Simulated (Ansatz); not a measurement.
## A series in volume ratio on LaSi₂

Results calculated with Ansatz 0.2.0, not measured. Plane-wave density functional theory, PAW datasets, Gaussian smearing 0.05 eV: equation of state, the given cell scaled in volume with shape and atoms relaxed at each volume.

The cell before it is scaled or strained (space group I4/mmm, No. 139):
```
CELL_PARAMETERS angstrom
-1.70120 1.70120 5.27310
1.70120 -1.70120 5.27310
1.70120 1.70120 -5.27310
ATOMIC_POSITIONS crystal
La 0.00000 0.00000 0.00000
Si 0.29150 0.29150 0.00000
Si 0.70850 0.70850 0.00000
```

Settings of every row: paw set soft_2; functional PBEsol; spin treatment none; moment partition spheres; spin axis none; wave cutoff 420 eV; k mesh 12x12x12; symmetry use detected.

Atom hubbard u: 0 on all atoms.

Limits: the cell comes from a prototype or a list of computed structures and needn't be the stable phase.

| row | volume ratio | V (Å³/atom) | pressure (GPa) | energy above given cell (meV per atom) |
| --- | --- | --- | --- | --- |
| 1 | 0.96 | 19.534 | 3.607 | 9.04 |
| 2 | 0.98 | 19.941 | 1.73 | 2.25 |
| 3 | 1 | 20.348 | ? | ? |
| 4 | 1.02 | 20.755 | -1.58 | 2.01 |
| 5 | 1.04 | 21.162 | -3.006 | 7.87 |

Question: what pressure should row 3 give?

Worked fit of pressure. Take u = (V_r/V)^(2/3) − 1 with V_r = 20.348 Å³ an atom, which is twice the finite (Eulerian) strain; such expansions in the strain, on which the Birch-Murnaghan equation of state is built, carry the rest volume and the bulk modulus. The shown rows have u = 0.02759, 0.01356, -0.01312, -0.02581. Least squares give pressure = 0.0007 + 123.482 × u + 265.7 × u² GPa; a straight line predicts inner rows, each left out in turn, worse (root mean square 0.11 against 0.016 GPa). The rows lie off it by -0.003, 0.006, -0.006, 0.003 (root mean square 0.0047 GPa). The pressure vanishes at u = -0.0000, or V = 20.35 Å³ an atom, and there the bulk modulus with shape and atoms relaxed is B = −V dP/dV = (2/3)(1 + u) dP/du = 82.3 GPa. The withheld row has u = 0, so the fit gives 0.0007 + 123.482 × (0) + 265.7 × (0)² = 0.001 GPa.

The calculation gave 0.002 GPa. The fit lies 0.001 GPa (50 % of the value, 0.015 % of the column's range) below it, one unit of the last digit.

The other values of row 3: energy above given cell 0 meV per atom.
